## Results and discussion

PBE-QIDH is the row that looks wrong. It carries 69% exact exchange, the ingredient known to raise barriers, yet its barrier of 12.14 kcal/mol is no higher than the 12.51 of B97M-V, which has none. Both fall short of the coupled-cluster limit of 14.13. Exact exchange raises this barrier and correlation lowers it, and each method mixes the two differently.

Electronic barriers and step energies for BH₃·HF → BH₂F·H₂ in the gas phase, computed with Ansatz 0.2.0 using the def2-TZVPP basis and PBE0-D4/def2-TZVP structures. Core electrons are frozen in the correlated wave-function methods. The reference barrier is CCSD(T) at the basis-set limit.

```tsv
method	class	exact exchange, short range (%)	exact exchange, long range (%)	barrier (kcal/mol)	barrier less reference (kcal/mol)	reverse barrier (kcal/mol)	step energy (kcal/mol)
SPW92	LDA	0	0	0.09	-14.04	23.59	-23.51
PBE-D4	GGA	0	0	5.92	-8.21	32.69	-26.77
BLYP-D4	GGA	0	0	9.84	-4.29	39.25	-29.41
r2SCAN-D4	meta-GGA	0	0	8.60	-5.53	36.21	-27.60
B97M-V	meta-GGA	0	0	12.51	-1.62	40.31	-27.80
PBE0-D4	global hybrid	25	25	9.42	-4.71	35.82	-26.41
B3LYP-D4	global hybrid	20	20	12.05	-2.08	40.83	-28.78
r2SCAN0-D4	global hybrid	25	25	11.08	-3.05	38.26	-27.18
BHLYP-D4	global hybrid	50	50	16.28	2.15	44.76	-28.48
CAM-B3LYP-D4	range-separated	19	65	11.93	-2.20	40.09	-28.16
wB97X-V	range-separated	17	100	12.21	-1.92	39.67	-27.45
wB97M-V	range-separated	15	100	12.27	-1.86	39.50	-27.22
B2PLYP	double hybrid	53	53	12.92	-1.21	41.50	-28.58
PBE-QIDH	double hybrid	69	69	12.14	-1.99	38.91	-26.77
RPA on PBE	RPA	n/a	n/a	13.87	-0.26	41.88	-28.01
HF	Hartree-Fock	100	100	26.10	11.97	56.89	-30.79
MP2	wave function	n/a	n/a	13.00	-1.13	40.85	-27.85
CCSD	wave function	n/a	n/a	16.13	2.00	43.63	-27.49
CCSD(T)	wave function	n/a	n/a	14.20	0.07	41.63	-27.43
```

The barrier is the electronic energy of the saddle less that of the starting complex BH₃·HF, the reverse barrier is counted from BH₂F·H₂, and the step energy is their difference. "Barrier less reference" is the error against the limit. The exchange columns give the share of Hartree-Fock-type exchange at short and long electron-electron distance. One end complex keeps an imaginary mode and is no true minimum, which affects absolute heights more than the comparison of methods, since every row uses the same structures.

### The error sits mainly at the saddle

The barriers span 26.01 kcal/mol and the step energies only 7.28. Forward and reverse errors share their sign in every row except RPA on PBE and CCSD(T), where both errors are small. r2SCAN-D4 is the clearest case: its step energy is within 0.04 of the limit, while its barrier is 5.53 too low. The numbers thus show that the methods differ chiefly in placing the saddle relative to both ends, although SPW92 and HF also miss the step energy by several kcal/mol.

The saddle is a compact four-centre arrangement in which hydrogen on boron meets the hydrogen of HF while fluorine binds to boron. The breaking B-H bond is 1.30 Å long against 1.19 Å for an intact one, the forming H-H bond is 1.09 Å, and B-F is 1.63 Å. This geometry suggests that the electrons of the two breaking bonds are shared over four atoms, whereas at either end they sit largely in two-centre bonds.

### Exchange and correlation pull in opposite directions

Hartree-Fock (HF) has exact exchange and no correlation. In partly stretched bonds the two electrons of a pair tend to stay on different atoms, a left-right correlation that theory places more at a saddle than at the ends. The table gives its net effect together with all other correlation: CCSD(T) lies 11.90 kcal/mol below HF. CCSD recovers 9.97 and the triples add 1.93. MP2 lowers the barrier by 13.10 and so overshoots, as second-order theory can where stretched bonds narrow the orbital gaps; the gaps were not examined here. The reference is itself a closed-shell single-reference method, whose accuracy on stretched bonds is assumed here.

Semilocal functionals err the other way. The exact exchange hole of an electron shared over several centres is spread over them, while a semilocal hole stays around the electron and yields a more negative energy. Part of this gain imitates the left-right correlation that HF lacks; the excess is delocalisation error, which favours the saddle. This is the established explanation of low barriers, and it agrees with all five LDA, GGA and meta-GGA rows lying low, but no calculation here isolates it.

SPW92, the LDA, is the extreme, since without gradient corrections it overbinds compact arrangements most; PBE-D4 lies 5.83 kcal/mol higher. The 0.09 of SPW92 is evaluated on PBE0-D4 structures and is not the barrier of its own path.

### A mixing model

A hybrid replaces a share $a$ of semilocal exchange by exact exchange, and a double hybrid replaces a share $c$ of semilocal correlation by second-order (PT2) correlation. Because the energy is stationary in the orbitals, their relaxation enters only at second order in $a$, so a straight line in $a$ is a fair first model. The PT2 term is simply scaled by $c$. Taking saddle less start gives

$$B = B_\mathrm{HF} + (1-a)X + (1-c)C + cP .$$

Here $X$ is the contribution of semilocal less exact exchange to the barrier, $C$ that of semilocal correlation including the D4 dispersion term, and $P$ is MP2 less HF. For each family $X$ is minus the slope of the line through the parent functional and one hybrid, and $C$ is that line at $a=1$ less HF. These rows are reproduced by construction.

For the PBE family, $X = -(9.42-5.92)/0.25 = -14.00$ and $C = 5.92+14.00-26.10 = -6.18$ kcal/mol. PBE-QIDH took no part in this; with $a=0.69$ and its defining $c=1/3$,

$$B = 26.10 - 0.31(14.00) - \tfrac23(6.18) - \tfrac13(13.10) = 26.10-4.34-4.12-4.37 = 13.27 .$$

With $c=0$ the same line gives 15.58, above the limit. Swapping a third of PBE correlation for the stronger PT2 term therefore brings the row below the limit in the model, as in the table. The computed 12.14 is still 1.13 lower than the model, and B2PLYP, treated likewise from BLYP-D4 and BHLYP-D4 with $c=0.27$, misses by nearly the same amount. A PT2 term enlarged by the smaller gaps of Kohn-Sham orbitals is a guess at the cause. The comparison is also not strict, since $C$ contains a D4 term while the double hybrids carry no D4 label.

The model also tells why the best share lies between the extremes. HF must come down by 11.97 kcal/mol, the fitted PBE term $C$ supplies about half of that, and the rest needs only some 41% of the semilocal exchange term, leaving 59% exact exchange. The BLYP family, with weaker $C$, crosses the limit near 33%, between B3LYP-D4, which is low, and BHLYP-D4, which is high. The split into $X$ and $C$ is rough, because it extrapolates to $a=1$ and absorbs orbital relaxation and changing D4 parameters. The PBE crossing lies far beyond PBE0 and is no more than an extrapolation.

### Rows off the family lines

From parent to hybrid in the PBE, BLYP and r2SCAN families, exact exchange raises the barrier by 0.99 to 1.40 kcal/mol per 10%. B3LYP-D4, the one intermediate check of linearity and outside the fit, falls 0.37 below the BLYP line; it also rescales the gradient terms, so it is not strictly on that line. Across families the starting points differ too much for one rule. A least-squares line in the short-range share through the twelve LDA to range-separated rows leaves an rms residual of 2.96 kcal/mol, with SPW92 and B97M-V farthest off.

B97M-V exceeds PBE0-D4 by 3.09 kcal/mol without exact exchange. It is an empirically parametrised functional, and it may be that its fitted form absorbs part of the error, which this table leaves untested. Its range-separated relatives wB97X-V and wB97M-V have their own parameters and come out slightly lower, by 0.30 and 0.24. Such tenths do not rank methods, since closeness to the basis limit is established for CCSD(T) alone, at 0.07.

A large long-range share does not guarantee a high barrier. Read against the BLYP line, CAM-B3LYP-D4 comes out like a global hybrid with 16%, close to its short-range 19% and far from its long-range 65%. This does not prove that only the shortest electron-electron distances matter. The exact share of CAM-B3LYP already grows over about one bond length, and its short-range exchange and its correlation differ from those of BLYP, so this row cannot separate the effects. RPA on PBE, which evaluates exact exchange and its own correlation on PBE orbitals, is only 0.26 low, so those orbitals can support a good barrier; whether errors cancel there is untested.

### Consequence for rates

Near room temperature roughly 1.4 kcal/mol in a barrier is a factor of ten in a rate, so the PBE-D4 error of 8.21 amounts to about six orders of magnitude. Zero-point motion, entropy and hydrogen tunnelling lie outside these electronic energies and must be added before any rate is compared with a measurement. For this step the rule is to check a functional on the barrier itself, not on the step energy alone, and to read the share of exact exchange only within one family and together with its PT2 share.
